**Core-hole relaxation in neutral atoms from Be to Pb: an electron count against Hartree-Fock**

The table holds 1s and 2s ΔSCF binding energies and their differences from the Koopmans values −ε for sixteen neutral atoms, from non-relativistic, configuration-averaged Hartree-Fock with a radial solver. The program tests a screened hydrogenic count of the relaxation energy, R = Σ N δ²/2n² hartree with Slater's screening constants and nothing fitted, against the same count times one factor and a power law in Z, both fitted to P through Pb. The unfitted count reproduces the 1s relaxation with an rms error of 2.9% and follows the steps at 3d and 4f filling that the power law smooths away, but it is too high for 2s in these rows (rms 21.6%, worst at La) and overrates the net gain over the stretches where outer s and p shells fill. The output also lists Slater estimates of the binding energies, the order of size of the relativistic 1s term relative to R, and the failure of the count for shallower holes in Pb and Sm.

Binding energies of the 1s and 2s levels of free neutral atoms, measured from the vacuum level, computed with Radial Dirac-Fock and Kohn-Sham solver 2. Non-relativistic Hartree-Fock, average of configuration, spherical and without spin polarisation, with a point nucleus; ε is the orbital eigenvalue.

## The fit in Python

```python
# Table: 1s and 2s Delta-SCF binding energies B and Delta-SCF less (-eps) of neutral atoms; radial solver,
# non-relativistic Hartree-Fock, configuration average. Tested: relaxation R = sum N*delta^2/(2 n^2) hartree
# with Slater screening (nothing fitted), the same times one factor, and a smooth power law in Z.
T = {
    'ion': ['Be', 'F', 'P', 'Ca', 'Mn', 'Zn', 'Br', 'Mo', 'Ag', 'Te', 'La', 'Sm', 'Ho', 'Hf', 'Ir', 'Pb'],
    'Z': [4, 9, 15, 20, 25, 30, 35, 42, 47, 52, 57, 62, 67, 72, 77, 82],
    'configuration': ['[He] 2s2', '[He] 2s2 2p5', '[Ne] 3s2 3p3', '[Ar] 4s2', '[Ar] 3d5 4s2', '[Ar] 3d10 4s2', '[Ar] 3d10 4s2 4p5', '[Kr] 4d5 5s1', '[Kr] 4d10 5s1', '[Kr] 4d10 5s2 5p4', '[Xe] 5d1 6s2', '[Xe] 4f6 6s2', '[Xe] 4f11 6s2', '[Xe] 4f14 5d2 6s2', '[Xe] 4f14 5d7 6s2', '[Xe] 4f14 5d10 6s2 6p2'],
    'level_delta_scf_1s': [123.34, 697.62, 2148.1, 4031.0, 6505.1, 9564.7, 13283, 19568, 24805, 30710, 37276, 44428, 52216, 60651, 69756, 79519],  # eV
    'level_delta_scf_plus_eigenvalue_1s': [-5.4464, -20.292, -28.509, -33.365, -41.45, -49.215, -52.313, -58.092, -62.144, -64.003, -66.06, -71.614, -76.227, -79.88, -82.125, -84.112],  # eV
    'level_delta_scf_2s': [8.0445, 40.044, 197.01, 446.41, 774.33, 1181.4, 1747.4, 2768.6, 3636.0, 4666.0, 5849.0, 7102.3, 8481.6, 10000, 11682, 13515],  # eV
    'level_delta_scf_plus_eigenvalue_2s': [-0.3712, -2.7468, -7.8588, -11.356, -19.148, -25.733, -26.803, -31.089, -34.218, -34.992, -36.237, -42.043, -46.628, -49.964, -51.589, -52.988],  # eV
}
import re
import numpy as np
from scipy.constants import physical_constants as pc, alpha
Ha = pc['Hartree energy in eV'][0]
core = {'He': '1s2'}
for a, b, s in [('Ne', 'He', '2s2 2p6'), ('Ar', 'Ne', '3s2 3p6'), ('Kr', 'Ar', '3d10 4s2 4p6'), ('Xe', 'Kr', '4d10 5s2 5p6')]:
    core[a] = core[b] + ' ' + s
kind = {'s': 0, 'p': 0, 'd': 1, 'f': 2}
def occ(c):
    o = {}
    for n, l, k in re.findall(r'(\d)([spdf])(\d+)', re.sub(r'\[(\w+)\]', lambda m: core[m.group(1)], c)):
        o[(int(n), kind[l])] = o.get((int(n), kind[l]), 0) + int(k)
    return o
def scr(i, j):  # screening of group i by one electron of group j; Slater's rough recalled values
    if i == j: return 0.30 if i[0] == 1 else 0.35
    if j > i: return 0.0
    return 0.85 if (i[1] == 0 and j[0] == i[0] - 1) else 1.0
def en(z, o):
    return -sum(o[g] * (z - sum((o[j] - (j == g)) * scr(g, j) for j in o))**2 / (2 * g[0]**2) for g in o)
def model(z, c, h):
    o = occ(c); p = dict(o); p[h] -= 1
    return Ha * sum(p[g] * scr(g, h)**2 / (2 * g[0]**2) for g in p), Ha * (en(z, p) - en(z, o))
ion = list(T['ion']); cf = T['configuration']; Z = np.array(T['Z'], float); ix = ion.index
B = [np.array(T['level_delta_scf_' + s], float) for s in ('1s', '2s')]
R = [-np.array(T['level_delta_scf_plus_eigenvalue_' + s], float) for s in ('1s', '2s')]
M = [np.array([model(z, c, (n, 0)) for z, c in zip(Z, cf)]) for n in (1, 2)]
pe = lambda m, t: 100 * (m / t - 1)
print('R = relaxation (eV), rounded to 0.0005 eV at most; large bindings B rounded to 0.5 eV')
print('    R1s count err% |  R2s count err% | R1s-R2s | R/B% 1s 2s | Slater B err% 1s 2s')
for i, a in enumerate(ion):
    s = ' | '.join('%5.2f %5.2f %+5.1f' % (R[k][i], M[k][i, 0], pe(M[k][i, 0], R[k][i])) for k in (0, 1))
    print('%-2s %s | %5.2f | %4.2f %4.2f | %+5.1f %+5.1f' % (a, s, R[0][i] - R[1][i], 100 * R[0][i] / B[0][i],
          100 * R[1][i] / B[1][i], pe(M[0][i, 1], B[0][i]), pe(M[1][i, 1], B[1][i])))
f = Z >= 15; P = []
print('Fits on P to Pb (2s is valence in Be, F); rms %, worst row, then Be and F err%')
for k, s in enumerate(('1s', '2s')):
    b, la = np.polyfit(np.log(Z[f]), np.log(R[k][f]), 1); P.append(np.exp(la) * Z**b)
    q = np.exp(np.mean(np.log(R[k][f] / M[k][f, 0])))
    for nm, m in [('count', M[k][:, 0]), ('%.3f x count' % q, q * M[k][:, 0]), ('%.2f eV Z^%.2f' % (np.exp(la), b), P[k])]:
        e = pe(m, R[k]); w = np.argmax(np.abs(e) * f)
        print('%s %-15s rms %4.1f worst %s %+5.1f | Be %+6.1f F %+6.1f' % (s, nm, np.sqrt(np.mean(e[f]**2)), ion[w], e[w], e[0], e[1]))
print('Gain of R (eV): table, count, power law, table per unit Z; 1s | 2s | change of R1s-R2s')
sl = {}
for a, b in [('Ca', 'Mn'), ('Mn', 'Zn'), ('Ca', 'Zn'), ('Zn', 'Br'), ('Br', 'Ag'), ('Ag', 'La'), ('La', 'Hf'), ('Hf', 'Pb')]:
    i, j = ix(a), ix(b); d = [R[k][j] - R[k][i] for k in (0, 1)]; sl[a + b] = np.array(d) / (Z[j] - Z[i])
    s = ' | '.join('%5.2f %5.2f %5.2f %4.2f' % (d[k], M[k][j, 0] - M[k][i, 0], P[k][j] - P[k][i], sl[a + b][k]) for k in (0, 1))
    print('%s-%s %s | %+5.2f' % (a, b, s, d[0] - d[1]))
sel = [ix(a) for a in ('Be', 'Ca', 'Mn', 'Zn', 'Ag', 'Pb')]
print('Screening Z - sqrt(2 B1s/Ha): ' + ' '.join('%s %.2f' % (ion[i], Z[i] - np.sqrt(2 * B[0][i] / Ha)) for i in sel))
print('Exponent of B in Z, P to Pb: 1s %.2f, 2s %.2f' % tuple(np.polyfit(np.log(Z[f]), np.log(B[k][f]), 1)[0] for k in (0, 1)))
print('Order of missing relativity, (Z^4 alpha^2/8)/R1s: ' + ' '.join('%s %.2g' % (ion[i], Ha * Z[i]**4 * alpha**2 / 8 / R[0][i]) for i in sel))
# further outputs of the same runs (binding, relaxation in eV), typed in
ext = [('Pb', '3s', 3269, 30.2239), ('Pb', '3d', 2560.2, 34.3664), ('Pb', '4s', 754.598, 13.4202),
       ('Pb', '4f', 165.818, 13.4137), ('Sm', '4f', 9.5386, 6.18061), ('Sm', '5s', 46.5407, 2.13093)]
for a, s, b, r in ext:
    m = model(Z[ix(a)], cf[ix(a)], (int(s[0]), kind[s[1]]))[0]
    print('%s %s hole: B %7.1f eV, R %5.2f, count %5.2f, count/R %.2f' % (a, s, b, r, m, m / r))
r2p = {'Mn': 20.6576, 'Zn': 27.6073, 'Mo': 33.7704, 'Ag': 37.1525, 'Sm': 45.428, 'Ho': 50.0559, 'Pb': 56.8265}
print('R2p-R2s (eV, count gives 0): ' + ' '.join('%s %.2f' % (a, v - R[1][ix(a)]) for a, v in r2p.items()))
assert all(R[1] > 0) and all(R[0] > R[1]) and all(np.diff(R[0]) > 0) and all(np.diff(R[1]) > 0)
assert all(sl['CaZn'] > 2 * sl['ZnBr']) and all(sl['LaHf'] > 2 * sl['AgLa'])
assert np.max(np.abs(pe(M[0][:, 0], R[0]))) < 15
assert all(np.diff(R[0] / B[0]) < 0)
```

It prints:

```
R = relaxation (eV), rounded to 0.0005 eV at most; large bindings B rounded to 0.5 eV
    R1s count err% |  R2s count err% | R1s-R2s | R/B% 1s 2s | Slater B err% 1s 2s
Be  5.45  6.14 +12.7 |  0.37  0.42 +12.3 |  5.08 | 4.42 4.61 |  +3.3  -2.1
F  20.29 18.43  -9.2 |  2.75  2.50  -9.0 | 17.55 | 2.91 6.86 |  +4.6 -62.1
P  28.51 28.44  -0.2 |  7.86  8.38  +6.6 | 20.65 | 1.33 3.99 |  +3.2 -24.1
Ca 33.37 34.68  +3.9 | 11.36 13.36 +17.6 | 22.01 | 0.83 2.54 |  +2.5 -13.2
Mn 41.45 42.24  +1.9 | 19.15 20.91  +9.2 | 22.30 | 0.64 2.47 |  +2.4  -5.6
Zn 49.22 49.80  +1.2 | 25.73 28.47 +10.6 | 23.48 | 0.51 2.18 |  +2.2  -3.0
Br 52.31 54.05  +3.3 | 26.80 32.72 +22.1 | 25.51 | 0.39 1.53 |  +1.9  -3.1
Mo 58.09 59.69  +2.8 | 31.09 38.37 +23.4 | 27.00 | 0.30 1.12 |  +1.7  -2.3
Ag 62.14 63.95  +2.9 | 34.22 42.62 +24.6 | 27.93 | 0.25 0.94 |  +1.6  -1.7
Te 64.00 66.67  +4.2 | 34.99 45.34 +29.6 | 29.01 | 0.21 0.75 |  +1.4  -1.8
La 66.06 69.06  +4.5 | 36.24 47.73 +31.7 | 29.82 | 0.18 0.62 |  +1.3  -1.9
Sm 71.61 73.61  +2.8 | 42.04 52.29 +24.4 | 29.57 | 0.16 0.59 |  +1.2  -1.6
Ho 76.23 77.87  +2.2 | 46.63 56.54 +21.3 | 29.60 | 0.15 0.55 |  +1.2  -1.5
Hf 79.88 81.51  +2.0 | 49.96 60.18 +20.4 | 29.92 | 0.13 0.50 |  +1.1  -1.3
Ir 82.12 84.23  +2.6 | 51.59 62.90 +21.9 | 30.54 | 0.12 0.44 |  +1.1  -1.0
Pb 84.11 86.62  +3.0 | 52.99 65.29 +23.2 | 31.12 | 0.11 0.39 |  +1.0  -0.9
Fits on P to Pb (2s is valence in Be, F); rms %, worst row, then Be and F err%
1s count           rms  2.9 worst La  +4.5 | Be  +12.7 F   -9.2
1s 0.974 x count   rms  1.2 worst P  -2.8 | Be   +9.8 F  -11.5
1s 5.31 eV Z^0.63  rms  3.3 worst Zn  -7.1 | Be +134.3 F   +5.1
2s count           rms 21.6 worst La +31.7 | Be  +12.3 F   -9.0
2s 0.831 x count   rms  5.8 worst P -11.4 | Be   -6.7 F  -24.3
2s 0.56 eV Z^1.06  rms 11.6 worst P +23.1 | Be +546.1 F +105.4
Gain of R (eV): table, count, power law, table per unit Z; 1s | 2s | change of R1s-R2s
Ca-Mn  8.09  7.56  5.36 1.62 |  7.79  7.56  3.48 1.56 | +0.29
Mn-Zn  7.77  7.56  4.98 1.55 |  6.59  7.56  3.52 1.32 | +1.18
Ca-Zn 15.85 15.12 10.35 1.59 | 14.38 15.12  7.00 1.44 | +1.47
Zn-Br  3.10  4.25  4.68 0.62 |  1.07  4.25  3.55 0.21 | +2.03
Br-Ag  9.83  9.90 10.34 0.82 |  7.42  9.90  8.63 0.62 | +2.42
Ag-La  3.92  5.11  7.89 0.39 |  2.02  5.11  7.29 0.20 | +1.90
La-Hf 13.82 12.45 10.94 0.92 | 13.73 12.45 11.06 0.92 | +0.09
Hf-Pb  4.23  5.11  6.83 0.42 |  3.02  5.11  7.45 0.30 | +1.21
Screening Z - sqrt(2 B1s/Ha): Be 0.99 Ca 2.79 Mn 3.13 Zn 3.49 Ag 4.30 Pb 5.55
Exponent of B in Z, P to Pb: 1s 2.12, 2s 2.47
Order of missing relativity, (Z^4 alpha^2/8)/R1s: Be 0.0085 Ca 0.87 Mn 1.7 Zn 3 Ag 14 Pb 97
Pb 3s hole: B  3269.0 eV, R 30.22, count 53.05, count/R 1.76
Pb 3d hole: B  2560.2 eV, R 34.37, count 38.30, count/R 1.11
Pb 4s hole: B   754.6 eV, R 13.42, count 31.24, count/R 2.33
Pb 4f hole: B   165.8 eV, R 13.41, count 11.45, count/R 0.85
Sm 4f hole: B     9.5 eV, R  6.18, count  4.42, count/R 0.72
Sm 5s hole: B    46.5 eV, R  2.13, count  1.01, count/R 0.48
R2p-R2s (eV, count gives 0): Mn 1.51 Zn 1.87 Mo 2.68 Ag 2.93 Sm 3.38 Ho 3.43 Pb 3.84
```
